## Why is one methyl carbon about 5 ppm lower in a single rotamer?

**Question**

I have computed NMR shifts for one diastereomer of 3-fluoro-2-methylbutanenitrile, with the SMILES `C[C@H](C#N)[C@@H](C)F`. The molecule has three staggered rotamers, which differ by rotation about the bond between C2, which carries the fluorine, and C4, which carries the nitrile. C1 is the methyl carbon on C2, C5 is the methyl carbon on C4, and C6 is the nitrile carbon.

NMR shifts of one diastereomer of 3-fluoro-2-methylbutanenitrile relative to TMS, computed with PySCF 2.14.0 at the WP04/pcSseg-1 level on GFN2-xTB geometries from tblite 0.8.0. Averages use Boltzmann weights at 298.15 K from B3LYP-D3(BJ)/def2-SVP energies and GFN2-xTB free-energy terms. The DFT solvent is dimethylsulfoxide, and each H takes its carbon's number.

| atom | nucleus | count | shift in conformer 1 (ppm) | shift in conformer 2 (ppm) | shift in conformer 3 (ppm) | averaged shift (ppm) |
| --- | --- | --- | --- | --- | --- | --- |
| 1 | 13C | 1 | 24.20 | 21.00 | 22.30 | 22.70 |
| 2 | 13C | 1 | 100.20 | 100.60 | 99.10 | 100.00 |
| 4 | 13C | 1 | 36.10 | 37.40 | 34.90 | 36.20 |
| 5 | 13C | 1 | 20.10 | 19.40 | 15.00 | 18.60 |
| 6 | 13C | 1 | 126.30 | 126.90 | 128.50 | 127.00 |
| 1 | 1H | 3 | 1.73 | 1.69 | 1.52 | 1.67 |
| 2 | 1H | 1 | 4.87 | 5.04 | 5.29 | 5.03 |
| 4 | 1H | 1 | 3.00 | 3.39 | 2.87 | 3.08 |
| 5 | 1H | 3 | 1.63 | 1.45 | 1.57 | 1.56 |

What puzzles me is C5. It sits near 20 ppm in conformers 1 and 2 but at 15.0 ppm in conformer 3, although every bond in the molecule is the same. My first thought was the nitrile: a triple bond is magnetically anisotropic and might shield whatever lies beside it. A colleague says that the two methyl groups simply bump into each other. Can these numbers tell who is right?

**Answer**

They can go a good part of the way. Start with what C5 sees when it looks across the C2–C4 bond. Three things are attached to C2: the fluorine, the methyl carbon C1 and a hydrogen. In a staggered rotamer one of them is anti to C5, at a torsion angle near 180°, and the other two are gauche, near 60° and therefore closer. The F–C2–C4–C5 torsion angle of each computed geometry, together with the configuration of the two stereocentres, fixes the arrangement:

- Conformer 1: C5 is gauche to fluorine and anti to C1.
- Conformer 2: C5 is gauche to C1 and anti to fluorine.
- Conformer 3: C5 is gauche to both, and the hydrogen is anti.

So the low shift belongs to the one rotamer in which C5 has two non-hydrogen neighbours close by. That points to the γ-gauche effect: a carbon is usually more shielded, and so has a lower shift, when a non-hydrogen atom three bonds away is gauche rather than anti. Before accepting it, we should give the two simpler ideas a fair chance.

**The nitrile's magnetic field**

Your idea has a sound basis. In an external field, the electrons of a triple bond circulate and produce a small field of their own, which nearby nuclei feel. But the nitrile is attached to C4, the same carbon that carries C5. Rotation about C2–C4 carries both groups along together, so their relative position hardly changes. A fixed neighbour is a poor candidate for a difference between rotamers.

The protons offer a broader test, one that applies to the field of any neighbouring group. Such a field shifts every nucleus at a given place by the same number of ppm, whether it is carbon or hydrogen. The protons of the C5 methyl group lie only about 1 Å from their carbon, so they should move by a broadly similar amount. Across the three rotamers the carbon moves by 5.1 ppm and its protons by 0.18 ppm.

The order differs as well. The carbon is lowest in conformer 3, whereas its protons are lowest in conformer 2. Proton shifts have other contributions, and the field varies somewhat over 1 Å, so this comparison is not exact. To rescue the idea, however, those contributions would have to hide nearly the whole of a 5 ppm displacement. The cause must be something that acts on the carbon's own electrons.

**A single contact**

Your colleague's explanation is closer to the mark, but it is incomplete. If contact between the methyl groups were the whole story, C5 should have similar shifts in conformers 2 and 3, because the methyl groups are gauche in both. Yet the shift drops by 4.4 ppm from conformer 2 to conformer 3. The rotamers are not perfectly staggered, so a modest gap would be no surprise, but this one is nearly as large as the whole effect.

Fluorine alone fails in the same way. It is gauche to C5 in conformers 1 and 3, and these differ by 5.1 ppm. Each contact on its own leaves C5 near 20 ppm, and only the two together bring it down to 15.0 ppm. The pattern therefore calls for both neighbours.

There is another way to say this. "Two non-hydrogen neighbours gauche" and "hydrogen anti" describe the same rotamer, so the table cannot tell whether the close neighbours or the bond on the far side matters more. Nor is there a rotamer in which C5 has no such neighbour nearby. We see what a second neighbour does, but not what the first one did.

**Why a close neighbour shields a carbon**

The shift in the table is the shielding of the reference minus the shielding of the nucleus, so a lower shift means stronger shielding. Shielding has two parts. Electrons circulating around the nucleus oppose the external field, which gives the diamagnetic part. The external field also mixes filled orbitals with empty ones, and the resulting currents close to the nucleus usually reinforce the field at a carbon. This is the paramagnetic part, and it lowers the shielding.

For carbon, a rough guide to the paramagnetic part is

$$\sigma_{\mathrm{para}}\propto-\frac{\langle r^{-3}\rangle_{2p}}{\Delta E},$$

where $r$ is the distance of a 2p electron from the nucleus and $\Delta E$ is a typical energy gap between the filled and empty orbitals that are mixed. The factor $r^{-3}$ makes the term sensitive to small changes in the valence shell. If the 2p electrons spread out a little, the term becomes weaker, the carbon is better shielded and its shift falls.

In a simple steric picture, crowding does just that. Electron clouds that are pushed together repel each other, and the electrons of the C–H bonds on the crowded side are displaced towards their carbon. The extra charge lets the carbon's 2p shell expand. At the same time bonds lengthen and angles open slightly, which also changes the orbital mixing.

This picture also explains why the protons do not follow. A hydrogen atom has no occupied 2p shell of its own, so it lacks the large local term through which the carbon responds. A change in the methyl group's electron cloud can thus move the carbon by several ppm and its protons by only tenths.

This chain from crowding to shielding is a common model, and its details are disputed. The table lists shifts, not charges or orbital contributions, so it cannot test the separate steps. Fluorine, moreover, carries no hydrogens that could press against those of the methyl group. Its influence may come partly from orbital interactions between bonds on either side of C2–C4, which change as the bonds rotate. That is a plausible guess, and separating it from crowding would take an analysis of the orbitals.

**Does every gauche neighbour count the same?**

It is tempting to turn the explanation into a rule with a fixed price per neighbour. C5 suggests the price. Bringing C1 from anti to gauche while fluorine stays gauche lowers the shift by 5.1 ppm; bringing fluorine in while C1 stays gauche lowers it by 4.4 ppm. The average is $-4.75$ ppm for the second gauche neighbour.

Now apply that step to the other methyl carbon, C1, whose own shifts played no part in finding it. Looking from C1 towards C4, the possible close neighbours are C5 and the nitrile carbon. C1 has one of them gauche in conformers 1 and 3 and both in conformer 2. The mean shift in the first two is $(24.2+22.3)/2=23.25$ ppm, so the prediction for conformer 2 is

$$23.25-4.75=18.5\ \text{ppm}.$$

The calculation gives 21.0 ppm. The rule correctly picks conformer 2 as the lowest for C1, but it exaggerates the drop and ends up 2.5 ppm too low. Even the same pair of methyl groups does not have one fixed effect: C1 falls by 3.2 ppm when C5 becomes gauche, against the 5.1 ppm that C5 loses when C1 does. The two comparisons end in different rotamers, where the methyl groups need not be equally close and the other neighbours differ as well.

The nitrile carbon is a clearer failure. It has both fluorine and C1 gauche in conformer 2, yet its lowest shift is in conformer 1, and the same rule comes out 4.25 ppm too low. A nitrile carbon has no C–H bonds to be squeezed, and its shielding is governed largely by the triple bond. A step taken from a methyl carbon has little reason to carry over to it.

**How much of this should you trust?**

C2 and C4 provide a useful yardstick. They are the two ends of the rotating bond, so rotation does not switch any non-hydrogen atom three bonds away from them between gauche and anti. Their shifts still vary, by 1.5 ppm for C2 and 2.5 ppm for C4. Carbon shifts evidently respond to other changes in shape too, and a change of that size is weak evidence for a γ-gauche effect.

By this measure the result for C5 is clear. The effect of C5 on C1 stands only slightly above the background, and the 1.3 ppm drop of C1 when the nitrile becomes gauche lies within it. I would therefore use the rule to predict which rotamer has the most shielded methyl carbon, but not to calculate by how much.

The size of the step also depends on the geometries, which come from a fast semiempirical method. Crowding is relieved by small changes in bonds and angles, and the carbon shielding reacts to exactly those. The density functional used for the shieldings was designed for protons, so absolute carbon shifts are less secure than differences for one carbon between rotamers.

**What this means for a measured spectrum**

Rotation about a single bond like this one is normally fast on the NMR time scale at room temperature, so a spectrum shows one averaged C5 signal. The calculated average is 18.6 ppm, which hides the low value of conformer 3 behind the two more populated rotamers. Moving 10 % of the molecules from conformer 1 to conformer 3 would lower it by about 0.5 ppm. The populations rest on free-energy differences of a few tenths of a kcal/mol, which is within the usual error of such calculations, so the average is softer than the three separate shifts.

For a similar molecule, look along the rotating bond from the methyl carbon and find the rotamer in which a hydrogen is anti and two larger groups are gauche. That is where to expect the lowest methyl carbon shift. A methyl group on a cyclohexane ring is a related case, with the two neighbours across two different bonds: in the axial position it is gauche to two ring carbons, in the equatorial position it is anti to both, and the axial methyl carbon has the lower shift.
